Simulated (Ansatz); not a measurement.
# From Si(NH2)3F to Si(OH)3F: predicting a member

On one Si centre that keeps F, n of the NH2 ligands are replaced by OH. The atomisation energy (no zero-point term) y in kJ/mol at CCSD(T)/CBS estimate. Shapes, held fixed at every level: PBE0-D4/def2-TZVP. Flexible molecules stand in one conformer, not always the lowest. Programs: Ansatz 0.2.0.

| molecule | n | y (kJ/mol) |
| --- | --- | --- |
| Si(NH2)3F | 0 | 4124 |
| Si(NH2)2(OH)F | 1 | ? |
| Si(NH2)(OH)2F | 2 | 3677 |
| Si(OH)3F | 3 | 3447 |

Task: Fit y = c + s·n to the known rows and predict Si(NH2)2(OH)F.

Result: 
1. Means of the 3 rows: n = 1.66667, y = 3749.3.
2. Σ(Δn)² = 4.6667, Σ(Δn·Δy) = -1051.7, so the slope is -1051.7/4.6667 = -225.36.
3. Intercept: 3749.3 − (-225.36) × 1.66667 = 4124.9. The largest residual of the fit is 2.8.
4. Si(NH2)2(OH)F: 4124.9 + (-225.36) × 1 = 3900 kJ/mol.

The run gave 3905 kJ/mol, so the prediction is off by -5 kJ/mol, more than the scatter of the fit. The steps are nearly additive. The slope is the difference between a Si–OH and a Si–NH2 bond with the ligands’ own bonds. Other levels give for Si(NH2)2(OH)F: BHLYP-D4/def2-TZVPP 3744; PBE0-D4/def2-TZVPP 3845; r2SCAN0-D4/def2-TZVPP 3786 kJ/mol. The CBS estimate extrapolates MP2 from def2-TZVPP and def2-QZVPP and adds CCSD(T) − MP2 in the triple-zeta set, cores frozen.

Atomisation energy falls at every replacement of NH2 by OH, but this doesn't mean that silicon binds OH more weakly. Each step removes two N–H bonds along with the Si–N bond, and the new ligand brings only one O–H bond. The Si–O bond is normally the stronger of the two silicon–ligand bonds, owing to its greater polarity, so it offsets only part of that loss. The near-constant step suggests that these local bond contributions dominate, with little coupling between ligands through the shared silicon.

With the computed 3905 kJ/mol included, the drops grow slightly along the series, and both mixed members lie a little above the line joining the end members. This would slightly favour mixed ligand sets over redistribution, but a bias of that size could equally come from the choice of conformers. All three hybrid functionals bind Si(NH2)2(OH)F less strongly than the coupled-cluster estimate, BHLYP least of all, probably because its large share of exact exchange is not matched by enough correlation. Relative stability towards hydrolysis would require balanced reaction energies including water and ammonia.
